# Copper along G–X: reading the start of a curve from its end

A phonon curve shows how fast a crystal vibrates when a wave of a given length runs through it. Its start, near the point G where the waves are very long, fixes the speed of sound and the elastic stiffness. Here the first leg of a path through the possible waves in copper, from G to the zone boundary at X, has its outer part filled in and its start left open. The question is whether the outer part is enough to forecast the start.

DFTB+ 25.1 with GFN2-xTB (tblite 0.3.0): harmonic phonons of fcc copper in the unrelaxed one-atom cell (edges 2.556 Å), from a 3×3×3 supercell with 0.01 Å displacements, a 3×3×3 k mesh on that supercell (equivalent to 9×9×9 for the primitive cell) and Fermi–Dirac smearing of 0.05 eV. The path is G–X–W/K–G–L–U–W–L–K/U–X; distances include the factor 2π, and branches are numbered in rising order at each point.

| distance (1/Å) | PHONON BRANCH 1, energy from the start of the scan (cm⁻¹) | PHONON BRANCH 2, energy from the start of the scan (cm⁻¹) | PHONON BRANCH 3, energy from the start of the scan (cm⁻¹) |
| --- | --- | --- | --- |
| 0 | ? | ? | ? |
| 0.3476 | ? | ? | ? |
| 0.6952 | ? | ? | ? |
| 1.043 | 141.40 | 145.40 | 223.00 |
| 1.391 | 151.50 | 159.70 | 250.30 |
| 1.738 | 150.80 | 165.20 | 258.20 |
| 2.173 | 162.30 | 177.90 | 247.00 |
| 2.607 | 166.80 | 216.00 | 216.40 |
| 2.914 | 148.00 | 207.60 | 214.80 |
| 3.222 | 134.20 | 177.70 | 223.10 |
| 3.529 | 123.40 | 150.50 | 208.60 |
| 3.836 | 103.90 | 116.40 | 164.80 |
| 4.143 | 61.50 | 65.00 | 91.80 |
| 4.451 | 0.00 | 0.00 | 0.00 |
| 4.827 | 84.30 | 84.30 | 113.30 |
| 5.203 | 116.70 | 116.70 | 197.40 |
| 5.580 | 124.60 | 124.60 | 239.20 |
| 5.956 | 134.30 | 134.30 | 249.20 |
| 6.311 | 138.50 | 153.40 | 243.70 |
| 6.665 | 148.30 | 189.50 | 230.40 |
| 7.020 | 157.10 | 194.40 | 235.30 |
| 7.327 | 163.00 | 199.00 | 230.30 |
| 7.635 | 166.80 | 216.00 | 216.40 |
| 7.942 | 160.60 | 205.60 | 220.20 |
| 8.249 | 147.40 | 179.40 | 233.70 |
| 8.556 | 137.70 | 148.90 | 245.00 |
| 8.864 | 134.30 | 134.30 | 249.20 |
| 9.077 | 135.90 | 141.70 | 247.20 |
| 9.290 | 140.20 | 160.40 | 241.40 |
| 9.502 | 146.20 | 182.80 | 233.10 |
| 9.715 | 152.30 | 198.40 | 227.80 |
| 9.928 | 157.10 | 194.40 | 235.30 |
| 10.24 | 154.80 | 174.00 | 252.70 |
| 10.54 | 150.80 | 165.20 | 258.20 |

The column "distance" measures progress along the path, and X lies at 1.738 Å⁻¹. The heads of the other columns speak of an energy from the start of the scan, but the values are plain phonon wavenumbers in cm⁻¹. In each row they are sorted by size. A column therefore need not follow the same kind of motion from row to row.

## What looks wrong

A wave along G–X can shake the atoms along its own direction or in two directions across it. In a cubic crystal the two crosswise, or transverse, motions are equivalent and must have the same wavenumber. In the table they differ by 4.0 cm⁻¹ at 1.043 and by 14.4 cm⁻¹ at X. Since symmetry forbids it, this splitting is an artefact of the calculation, and a forecast of the computed numbers has to include it.

## A chain of planes

In a wave along G–X, whole planes of atoms move as rigid sheets. The simpler system to think of is a row of equal masses joined by springs, some to the next mass and some to the one after. The likeness holds for each direction of motion taken separately. It ends where the springs are taken literally, because each one stands for the summed forces between two whole planes.

Let x be the distance divided by 1.738, so that x runs from 0 at G to 1 at X. Newton's equation for the chain gives

wavenumber² = K₁ (1 − cos πx) + K₂ (1 − cos 2πx).

K₁ stands for the springs to the next plane and K₂ for those to the second plane, both divided by the mass and expressed in cm⁻². The series stops there because the forces were computed in a block of 3×3×3 primitive cells, which reaches no further than the second plane in this direction.

Each kind of motion thus has two constants, and two rows fix them. At X the second bracket vanishes, so the value there gives K₁ alone. The row at 1.043 then gives K₂. The row at 1.391 is left over as a test.

## Which transverse wave is which

The sorted columns hide a trap. The block repeats after three cells, so only waves that fit this repeat are computed exactly, and all others are interpolated. On the way from G to X, the wave at x = 2/3 fits. There the two transverse waves should be equal again, and this point lies between the rows 1.043 and 1.391.

If the two curves meet there, they can also cross. The wave that is lower at X, called P here, would then be the upper one at 1.043. The other, called Q, would do the reverse.

The known rows support the crossing. With it, the formula reproduces all three branches at 1.391 to within the last printed digit. If branch 1 is instead treated as a single wave throughout, the formula falls 1.4 cm⁻¹ short there. With the crossing, moreover, P and Q both come out at 149.1 cm⁻¹ at x = 2/3, although their constants were obtained separately and this equality was not imposed.

## One forecast worked in full

Take wave P at 0.3476, where x = 0.2.

- At X: K₁ = 150.8² / 2 = 11370.
- At 1.043, where x = 0.6, the brackets are 1.309 and 1.809. Hence K₂ = (145.4² − 11370 × 1.309) / 1.809 ≈ 3459.
- At x = 0.2 the brackets are 0.191 and 0.691. The squared wavenumber is 11370 × 0.191 + 3459 × 0.691 ≈ 4562, and its root is 67.5 cm⁻¹.

Wave Q and the lengthwise motion, branch 3, follow in the same way from their own values at X and 1.043. At G itself no formula is needed. All atoms move together there, no spring is stretched, and the wavenumber is zero.

The forecasts for branches 1, 2 and 3, in cm⁻¹, are:

- distance 0: 0.0, 0.0 and 0.0, each ±0.1
- distance 0.3476: 58.5, 67.5 and 93.2, each ±1.0
- distance 0.6952: 107.5, 118.8 and 170.6, each ±1.0

The range of ±1.0 allows for the rounding of the known rows and for a weak third cosine that this rounding could hide. A third cosine that moved branch 3 by only 0.1 cm⁻¹ at 1.391 would shift its forecast at 0.3476 by 0.6 cm⁻¹. There is also a forecast of shape: the false splitting should reopen below the crossing and be larger at 0.3476 than at X, relative to the lower branch.

## The computed start

The withheld rows as computed:

| distance (1/Å) | PHONON BRANCH 1, energy from the start of the scan (cm⁻¹) | PHONON BRANCH 2, energy from the start of the scan (cm⁻¹) | PHONON BRANCH 3, energy from the start of the scan (cm⁻¹) |
| --- | --- | --- | --- |
| 0 | 0.00 | 0.00 | 0.00 |
| 0.3476 | 58.50 | 67.60 | 93.20 |
| 0.6952 | 107.60 | 118.80 | 170.70 |

All the values lie within their ranges. At G the three zeros are met exactly, as they must be. At 0.3476 branch 2 comes out 0.1 cm⁻¹ above its forecast, while branches 1 and 3 agree to the printed digit. At 0.6952 branches 1 and 3 are 0.1 cm⁻¹ above theirs, and branch 2 agrees. Misses of this size are no more than rounding.

The crossing was essential. Without it, branch 1 would have been put at 64.2 cm⁻¹ at 0.3476, nearly 6 cm⁻¹ too high. The forecast of shape also holds: the splitting is about 16 % of the lower branch at 0.3476, against about 10 % at X.

This success concerns the interpolation. It shows that the start of each curve follows from the same few constants as its end. Whether those constants describe real copper is a separate matter, all the more so because the cell was not relaxed with this semiempirical method. The library version used also cuts short the lattice sum of the short-range electrostatics. How far the forces depend on the electronic k mesh was not tested here. From tests on other systems, the makers of the data warn that the response of a metal may not be converged on a working mesh like this one, and that the method's periodic multipoles call for caution.

## Where the false splitting comes from

The constants show what went wrong. Wave Q has K₁ = 165.2² / 2 ≈ 13646, and the row at 1.043 gives it K₂ ≈ 1178. Compared with Q, wave P has about 2300 less in K₁ and about 2300 more in K₂. The total is the same, but it is shared out differently between the first and the second plane.

A small block leaves room for exactly this error. It repeats after three planes, so an atom one plane ahead and its copy two planes behind move together in the force calculation. The calculation yields only their combined force on the central atom. To draw a curve between the exact points, that force has to be assigned to one copy or divided among several.

At x = 2/3 the assignment doesn't matter, because both brackets equal 1.5 and only the sum of K₁ and K₂ counts. At every other point except G it does. At X the second plane drops out, so Q, with the larger K₁, lies higher. Near G the second bracket is about four times the first, so P, with the larger K₂, lies higher. This is why the order changes, and why the long waves suffer more in proportion.

The line from G to L gives a hint of how the forces were assigned. If every force went to the nearest copies, two cosines would suffice there as well. Fixed by the values halfway to L and at L, they give the transverse waves 70.3 cm⁻¹ a quarter of the way along, where the table has 84.3 cm⁻¹. With a third cosine, fixed by that quarter-way value too, the formula gives 124.6 cm⁻¹ three quarters of the way along, which is the computed value of a row not used.

Some force has therefore been placed on a plane that the nearest copies don't reach. The likely reason is that copies were picked by counting cells along the three primitive vectors, which are not at right angles, instead of by distance. Such a choice can break the fourfold symmetry about each cubic axis and yet keep the threefold symmetry about the direction G–L. That would fit the table, where the transverse waves split along G–X and stay equal along G–L. No run with another assignment is at hand to test this.

## What to do with such a curve

Equal transverse branches don't prove that a curve is sound. Along G–L they agree in every row, yet that line too contains force assigned to a distant plane. Branch 3 on G–X has no partner that could expose a wrong sharing, so its smooth start is no safer than that of the other two.

The rule for use is short. Before taking a sound speed or an elastic constant from the start of a phonon curve, find out which waves fit the repeated block, and trust the curve first at those points. Then look for branches that symmetry requires to be equal. If they split between the exact points, as they do here, divide each force evenly among its nearest copies. Whether they split or not, enlarge the block as well, and read the slope only when it has stopped changing.
